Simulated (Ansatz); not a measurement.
# RhC2: pressure and formation energy against volume per atom

All results are calculated (Ansatz 0.2.0). Plane-wave density functional theory, PAW datasets, Gaussian smearing 0.05 eV: one cell in which all forces lie under 0.002 eV/angstrom; stress (xx yy zz yz xz xy) and pressure positive in compression; site moments are of spin alone; formation energy from the elements run alike, uncorrected.

Cell of the first row (space group Fm-3m, No. 225):
```
RhC2
1.0
      0.0000     2.3265     2.3265
      2.3265     0.0000     2.3265
      2.3265     2.3265     0.0000
Rh C
1 2
Direct
  0.00000 0.00000 0.00000
  0.25000 0.25000 0.25000
  0.75000 0.75000 0.75000
```

Settings of every row: paw set soft_2; functional PBEsol; spin treatment none; moment partition spheres; spin axis none; wave cutoff 420 eV; k mesh 12x12x12; SCF start atoms; lower state search light; symmetry use detected.

Atom first moment, atom hubbard u: 0 on all atoms.

Limits: the cell comes from a prototype or a list of computed structures and needn't be the stable phase.

| row | volume per atom (Å³) | pressure (GPa) | formation energy (eV per atom) | energy above relaxed cell (meV per atom) |
| --- | --- | --- | --- | --- |
| 1 | 8.395 | 55.44 | 2.0538 | 196.89 |
| 2 | 9.311 | 12.28 | 1.8709 | 13.95 |
| 3 | 9.403 | 9.09 | 1.8648 | 7.89 |
| 4 | 9.505 | 5.71 | 1.8602 | 3.22 |
| 5 | 9.699 | ? | ? | ? |
| 6 | 9.893 | -5.34 | 1.8604 | 3.44 |
| 7 | 10.087 | -9.98 | 1.8697 | 12.8 |

Question: what pressure and formation energy should row 5 give?

Worked fit of pressure. Take u = (V_r/V)^(2/3) − 1 with V_r = 9.454 Å³ an atom, which is twice the finite (Eulerian) strain; such expansions in the strain, on which the Birch-Murnaghan equation of state is built, carry the rest volume and the bulk modulus. The shown rows have u = 0.08242, 0.01021, 0.00361, -0.00358, -0.02981, -0.04229. Least squares give pressure = 7.37 + 468.63 × u + 1390.3 × u² GPa; a straight line predicts inner rows, each left out in turn, worse (root mean square 2.4 against 0.025 GPa). The rows lie off it by 0.00, -0.02, 0.01, 0.00, 0.02, -0.02. The pressure vanishes at u = -0.0165, or V = 9.693 Å³ an atom, and there the bulk modulus at fixed shape and fractions is B = −V dP/dV = (2/3)(1 + u) dP/du = 277 GPa. The withheld row has u = -0.01691, so the fit gives 7.37 + 468.63 × (-0.01691) + 1390.3 × (-0.01691)² = -0.16 GPa.

The calculation gave -0.14 GPa. The fit lies 0.02 GPa (14 % of the value, 0.031 % of the column's range) below it; its largest miss of a shown row is 0.02 GPa.

Worked fit of formation energy. Take u = (V_r/V)^(2/3) − 1 with V_r = 9.454 Å³ an atom, which is twice the finite (Eulerian) strain; such expansions in the strain, on which the Birch-Murnaghan equation of state is built, carry the rest volume and the bulk modulus. The shown rows have u = 0.08242, 0.01021, 0.00361, -0.00358, -0.02981, -0.04229. Least squares give formation energy = 1.86225 + 0.643 × u + 19.72 × u² + 8.21 × u³ eV per atom; a parabola predicts inner rows, each left out in turn, worse (root mean square 0.00027 against 4e-05 eV per atom). All shown rows lie on it to the printed digit. The withheld row has u = -0.01691, so the fit gives 1.86225 + 0.643 × (-0.01691) + 19.72 × (-0.01691)² + 8.21 × (-0.01691)³ = 1.8570 eV per atom.

The calculation gave 1.8569 eV per atom. The fit lies 0.0001 eV per atom (0.051 % of the column's range) above it, one unit of the last digit.

The other values of row 5: energy above relaxed cell 0 meV per atom.
